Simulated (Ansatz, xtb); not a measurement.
**Ligand exchange: CH7NSi + SiH3Br → CH9NSi2 + HBr**

Species: CH7NSi `CN[SiH3]`, singlet; SiH3Br `[SiH3]Br`, singlet; CH9NSi2 `CN[SiH2][SiH3]`, singlet; HBr (hydrogen bromide), singlet. The partners trade H for SiH3: Si–H and Br–SiH3 bonds give way to Si–SiH3 and Br–H.

Shapes, held fixed at every level: PBE0-D4/def2-TZVP. Flexible molecules stand in one conformer, not always the lowest. Programs: Ansatz 0.2.0, xtb 6.7.1. The zero-point and thermal change to 298 K, harmonic and unscaled (PBE0-D4/def2-TZVP), is -3.4 kJ/mol.

**Question.** Estimate ΔH(298 K) of this reaction.

**Answer.** The highest level, CCSD(T)/def2-TZVPP, gives ΔH(298 K) = +87.3 kJ/mol; the levels span +72.4 to +209.9. GFN0-xTB strays far from the other rows. The column of differences is taken from that level and isn't an error. No measured value is set beside it here. Relativity is left out for Br unless named. Correlated rows may include outer-core shells of Br, which these sets cover unevenly.

```tsv
level	kind	ΔH(298 K) (kJ/mol)	less CCSD(T)/def2-TZVPP
GFN0-xTB	semi-empirical	+209.9	+122.6
HF/def2-TZVPP	Hartree–Fock	+112.7	+25.4
PBE-D4/def2-TZVPP	GGA	+72.4	-14.9
r2SCAN-D4/def2-TZVPP	meta-GGA	+85.4	-1.9
B3LYP-D4/def2-TZVPP	global hybrid	+86.0	-1.3
B2PLYP/def2-TZVPP	double hybrid	+94.4	+7.1
MP2/def2-TZVPP	perturbation theory	+98.3	+11.0
CCSD(T)/def2-SVP	coupled cluster or CI	+83.1	-4.2
CCSD(T)/def2-TZVPP	coupled cluster or CI	+87.3	0.0
```

The exchange is clearly endothermic, and every level agrees on the sign. The main reason is bond polarity: silicon gives up a strong, polar bond to bromine and a sound Si–H bond, while the products gain a comparatively weak, nearly nonpolar Si–Si bond. Forming H–Br can't make up for that loss. The amino group stays on silicon throughout, so its influence largely cancels.

Electron correlation favours the products: Hartree–Fock gives +112.7 kJ/mol, against +87.3 with CCSD(T). MP2 recovers only part of this shift, whereas PBE-D4 goes too far. The extra correlation probably comes from the more polarisable Si–Si bond and its contacts with neighbouring bonds. The closeness of r2SCAN-D4 and B3LYP-D4 to coupled cluster may owe something to cancelling errors.

With two molecules on each side, entropy is unlikely to overturn the preference for reactants. The energies don't address the competing cleavage of the Si–N bond by HBr, a familiar reaction of silylamines.
